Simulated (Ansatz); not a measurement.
**Trial structures of AsSe₄: starts and ends**

The calculation used DFT PBE, scalar-relativistic, plane waves, PAW (Ansatz 0.2.0). All cells share a 420 eV cutoff and Γ-centred k meshes spaced at most about 0.3 Å⁻¹ (about 0.25 or finer for metals, 2π included). No spin polarisation in the final relaxations.

Each guess was relaxed in cell and atoms at zero pressure, within the symmetry of its start. Temperature and zero-point effects are left out. Coordination counts Se atoms around As (those within 1.25 times the shortest such distance or 1.15 times the sum of covalent radii, 1.27 where that leaves under three; the shortest distance is added where it exceeds 1.18 times the sum of covalent radii).

```tsv
guess	made from	start group	V start (Å³/atom)	end group	V end (Å³/atom)	coordination at the end	gap on mesh (eV)	E over the lowest end (meV/atom)
1	Hg4Pt type	Im-3m	26.3	?	?	?	?	?
2	ScAu4 type	I4/m	24.6	I4/m	26.3	As 8 from 2.9 Å	0	0
3	OsCl4 type	Cmmm	24.8	Cmmm	22.8	As 6	0	90
4	GeF4 type	I-43m	34.4	I-43m	26.8	As 4	0	123
5	SnI4 type	P-43m	29.9	P-43m	24.2	As 4	0	147
```

Guess 1 as it starts:

```cif
data_structure
_symmetry_space_group_name_H-M 'P 1'
_symmetry_Int_Tables_number 1
_cell_length_a 5.5458
_cell_length_b 5.5458
_cell_length_c 5.5458
_cell_angle_alpha 109.471
_cell_angle_beta 109.471
_cell_angle_gamma 109.471
_cell_volume 131.30
loop_
_atom_site_label
_atom_site_type_symbol
_atom_site_fract_x
_atom_site_fract_y
_atom_site_fract_z
_atom_site_occupancy
As1 As 0.00000 0.00000 0.00000 1
Se1 Se 0.50000 0.50000 0.50000 1
Se2 Se 0.50000 0.00000 0.00000 1
Se3 Se 0.00000 0.00000 0.50000 1
Se4 Se 0.00000 0.50000 0.00000 1
```

Question: Fill in the missing row: what does this guess relax into, and where does it rank?

Answer: It ends in space group Im-3m (No. 229), with a = 6.268 Å, 24.6 Å³/atom and no gap. It lies 199 meV/atom over the lowest end, above guess 5 and so the highest of the set. Counting Se atoms around As, this end has As 8 and the lowest (guess 2) has As 8 from 2.9 Å. The lowest (guess 2) holds Se–Se chains (shortest 2.57 Å); in this end the shortest Se–Se distance is 3.13 Å.

```
CELL_PARAMETERS angstrom
-3.13382 3.13382 3.13382
3.13382 -3.13382 3.13382
3.13382 3.13382 -3.13382
ATOMIC_POSITIONS crystal
As 0.00000 0.00000 0.00000
Se 0.50000 0.50000 0.50000
Se 0.50000 0.00000 0.00000
Se 0.00000 0.00000 0.50000
Se 0.00000 0.50000 0.00000
```

Formation energies are uncorrected and refer to the elements' standard structures at the same level.

Question: Is the lowest end bound against the elements?

Answer: No: its formation energy is +0.28 eV/atom. A positive value: parting into the elements would lower its energy.

Weakly bound directions are ill-defined at this level, which has no dispersion term (I-43m, P-43m), and this can change margins and order among such cells. In I4/m, Cmmm, I-43m, P-43m, Im-3m an odd number of electrons in the primitive cell allows no gap without spin; a larger cell or a magnetic state could open one. A magnetic state wasn't ruled out in cells without spin, among them I4/m, Cmmm, I-43m, P-43m, Im-3m. The reference forms of As and Se are held partly by dispersion forces, which this level lacks. Cells relaxed within their symmetry can be saddle points. A lower structure may well exist outside this small set. Some candidate types were left out of the draw beforehand, so a known form may be missing.

Arsenic coordination does not set the energy order: eightfold arsenic occurs in both the lowest and the highest end. What separates these two is selenium catenation. The I4/m end has Se–Se contacts of 2.57 Å, longer than a normal single bond but still clearly bonding, while its As–Se contacts, starting at 2.9 Å, are weak. In the Im-3m end the shortest Se–Se distance is 3.13 Å.

Electron counting suggests why this matters. Four isolated selenide ions would need more electrons than arsenic's valence shell can supply, so some selenium has to bond to itself. Even the favoured end probably meets this need poorly, since its chains are stretched and its arsenic lacks short, directional bonds.

Selenium-rich As–Se glasses are well known, typically with three-coordinate arsenic linked through two-coordinate selenium, a motif absent from the listed ends. The positive formation energy therefore counts against these high-symmetry packings, not against bonding between arsenic and selenium at this composition.
